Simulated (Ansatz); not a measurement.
AlCo3: energy above lowest point against volume scale

Free energy against uniform scaling of the volume at fixed shape and fractions; periodic cell, basis, potentials, k mesh and filling as listed. The results are calculated, by Ansatz 0.2.0.

The cell before it is scaled or strained (space group Pm-3m, No. 221):
```
cell vectors (Å)
   3.5868     0.0000     0.0000
   0.0000     3.5868     0.0000
   0.0000     0.0000     3.5868
atoms (fractions of the cell vectors)
Al  0.00000  0.00000  0.00000
Co  0.50000  0.50000  0.00000
Co  0.50000  0.00000  0.50000
Co  0.00000  0.50000  0.50000
```

Settings of every row: functional LDA; dispersion none; potentials PAW; wave cutoff 489.8 eV; density cutoff 1959.2 eV; k mesh 7x7x7; k shift 0x0x0; occupations cold; smearing width 0.15 eV; spin collinear.

Limits: coarse k mesh, up to 40 meV an atom off; minimum outside the range; state may not be the lowest; the cell comes from a prototype or a list of computed structures and needn't be the stable phase.

| row | volume scale | V (Å³/atom) | energy above lowest point (meV/atom) |
| --- | --- | --- | --- |
| 1 | 0.9406 | 10.851 | 0 |
| 2 | 0.9703 | 11.194 | ? |
| 3 | 1 | 11.536 | 44.4 |
| 4 | 1.0297 | 11.879 | 82.2 |
| 5 | 1.0594 | 12.221 | 128.4 |

Question: what energy above lowest point should row 2 give?

Worked fit of energy above lowest point. Take u = (V_r/V)^(2/3) − 1 with V_r = 11.707 Å³ an atom, which is twice the finite (Eulerian) strain; such expansions in the strain, on which the Birch-Murnaghan equation of state is built, carry the rest volume and the bulk modulus. The shown rows have u = 0.05192, 0.00986, -0.00968, -0.02824. Least squares give energy above lowest point = 62.11 − 1941.3 × u + 14352 × u² meV/atom; a straight line predicts inner rows, each left out in turn, worse (root mean square 14 against 0.099 meV/atom). All shown rows lie on it to the printed digit. The withheld row has u = 0.03032, so the fit gives 62.11 − 1941.3 × (0.03032) + 14352 × (0.03032)² = 16.4 meV/atom.

The calculation gave 16.5 meV/atom. The fit lies 0.1 meV/atom (0.078 % of the column's range) below it, one unit of the last digit.
